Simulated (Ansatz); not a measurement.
## Ni: energy less free atoms and pressure as volume per atom varies

All results are calculated (Ansatz 0.2.0). Periodic Kohn-Sham DFT of a crystal at fixed atoms; pressure and stress are positive in compression; the energy is the free energy less that of spherical unpolarised free atoms; site moments are those in the method's own spheres, positive along +z.

Cell of the first row (space group Fm-3m, No. 225):
```
CELL_PARAMETERS angstrom
0.00000 1.73190 1.73190
1.73190 0.00000 1.73190
1.73190 1.73190 0.00000
ATOMIC_POSITIONS crystal
Ni 0.00000 0.00000 0.00000
```

Settings of every row: method all-electron LAPW; functional LDA; relativity scalar; k mesh 20x20x20; filling fermi-dirac; smearing width 0.05 eV; basis error target 0.25 meV/atom; nucleus gaussian.

Atom:
```
element  start moment (bohr magneton)
     Ni                           1.5
```

Limits: all rows lie far from zero pressure; with one magnetic atom in the cell only parallel moments are possible.

```
row  volume per atom (Å³)  energy less free atoms (eV/atom)  pressure (GPa)  cell moment (bohr magneton)
  1                10.389                           -8.2666          -8.161                        0.616
  2                10.499                           -8.2602         -10.378                        0.618
  3                 10.61                           -8.2523         -12.455                         0.62
  4                10.831                           -8.2325         -16.225                        0.623
  5                10.941                           -8.2207         -17.932                        0.625
  6                11.052                                 ?               ?                            ?
  7                11.162                           -8.1938         -21.024                        0.628
  8                11.273                           -8.1788         -22.422                         0.63
  9                11.494                           -8.1461         -24.949                        0.633
 10                11.605                           -8.1285         -26.089                        0.634
 11                11.715                           -8.1101         -27.151                        0.636
```

Question: what energy less free atoms and pressure should row 6 give?

Worked fit of energy less free atoms. Take u = (V_r/V)^(2/3) − 1 with V_r = 11.052 Å³ an atom, which is twice the finite (Eulerian) strain; such expansions in the strain, on which the Birch-Murnaghan equation of state is built, carry the rest volume and the bulk modulus. The shown rows have u = 0.0421, 0.03481, 0.02758, 0.01356, 0.00675, -0.00658, -0.01311, -0.0258, -0.03203, -0.03809. Least squares give energy less free atoms = −8.20775 − 2.0195 × u + 14.496 × u² + 6.5 × u³ eV/atom; a parabola predicts inner rows, each left out in turn, worse (root mean square 0.00011 against 5.7e-05 eV/atom). The rows lie off it by 0.0000, 0.0000, 0.0000, 0.0000, 0.0000, 0.0000, 0.0000, 0.0000, -0.0001, 0.0001. The withheld row has u = 0, so the fit gives −8.20775 − 2.0195 × (0) + 14.496 × (0)² + 6.5 × (0)³ = -8.2078 eV/atom.

The calculation gave -8.2078 eV/atom. The fit meets it to the printed digit.

Worked fit of pressure. Take u = (V_r/V)^(2/3) − 1 with V_r = 11.052 Å³ an atom, which is twice the finite (Eulerian) strain; such expansions in the strain, on which the Birch-Murnaghan equation of state is built, carry the rest volume and the bulk modulus. The shown rows have u = 0.0421, 0.03481, 0.02758, 0.01356, 0.00675, -0.00658, -0.01311, -0.0258, -0.03203, -0.03809. Least squares give pressure = −19.5333 + 231.731 × u + 871.01 × u² + 945 × u³ GPa; a parabola predicts inner rows, each left out in turn, worse (root mean square 0.012 against 0.0056 GPa). The rows lie off it by 0.002, -0.007, 0.005, 0.004, -0.003, -0.003, 0.002, -0.001, 0.004, -0.003 (root mean square 0.0038 GPa). The withheld row has u = 0, so the fit gives −19.5333 + 231.731 × (0) + 871.01 × (0)² + 945 × (0)³ = -19.533 GPa.

The calculation gave -19.53 GPa. The fit lies 0.003 GPa (0.016 % of the column's range) below it; its largest miss of a shown row is 0.007 GPa.

The other values of row 6: cell moment 0.626 bohr magneton.
